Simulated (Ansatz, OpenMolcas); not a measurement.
**How methods differ on SiCl2OF (SMILES [O][Si](F)(Cl)Cl)**

SiCl2OF has 5 atoms, charge 0, and is taken as a doublet. SMILES: `[O][Si](F)(Cl)Cl`. The shape is that of a PBE0-D4/def2-TZVP optimisation.

Quantity: the vertical ionisation energy (to the singlet cation), in eV. The values are calculated.

```
           level                    kind     program  value (eV)  CPU time (all runs)
  USVWN5/cc-pVDZ                     LDA      Ansatz       12.13                 18 s
U-revPBE/cc-pVDZ                     GGA      Ansatz       12.06                 34 s
   UBLYP/cc-pVDZ                     GGA      Ansatz       11.85                 32 s
   UTPSS/cc-pVDZ                meta-GGA  OpenMolcas       12.28              2.8 min
  UB3LYP/cc-pVDZ           global hybrid      Ansatz       12.91                 41 s
  UBHLYP/cc-pVDZ           global hybrid  OpenMolcas       14.03              1.8 min
  UHSE06/cc-pVDZ  range-separated hybrid      Ansatz       13.19                 47 s
   UCCSD/cc-pVDZ   coupled cluster or CI      Ansatz       13.25              1.8 min
```

The values span 11.85 to 14.03 eV. CPU times are rough (shared hosts, several kinds of processor and program).

The ionisation energy of this oxygen-centred radical depends mainly on the share of exact exchange. All four semilocal functionals lie below the hybrids, and the related series BLYP, B3LYP and BHLYP climbs from 11.85 through 12.91 to 14.03 eV. Among the semilocal functionals, going from LDA to GGA to meta-GGA brings no steady rise.

The electron leaves a manifold of closely spaced oxygen and chlorine lone pairs, held deep by the electron-withdrawing surroundings. Pairing the remaining electrons into a singlet leaves a low-lying empty orbital, so the spread probably reflects near-degeneracy correlation in the cation, which semilocal exchange partly mimics and exact exchange alone misses.

HSE06, at 13.19 eV, comes closest to the coupled-cluster value of 13.25 eV, but one such match doesn't establish its accuracy for similar radicals. Nor is the singlet value necessarily the first ionisation energy, since oxyl-type cations often favour a triplet, in which two electrons occupy different lone-pair orbitals with parallel spins.
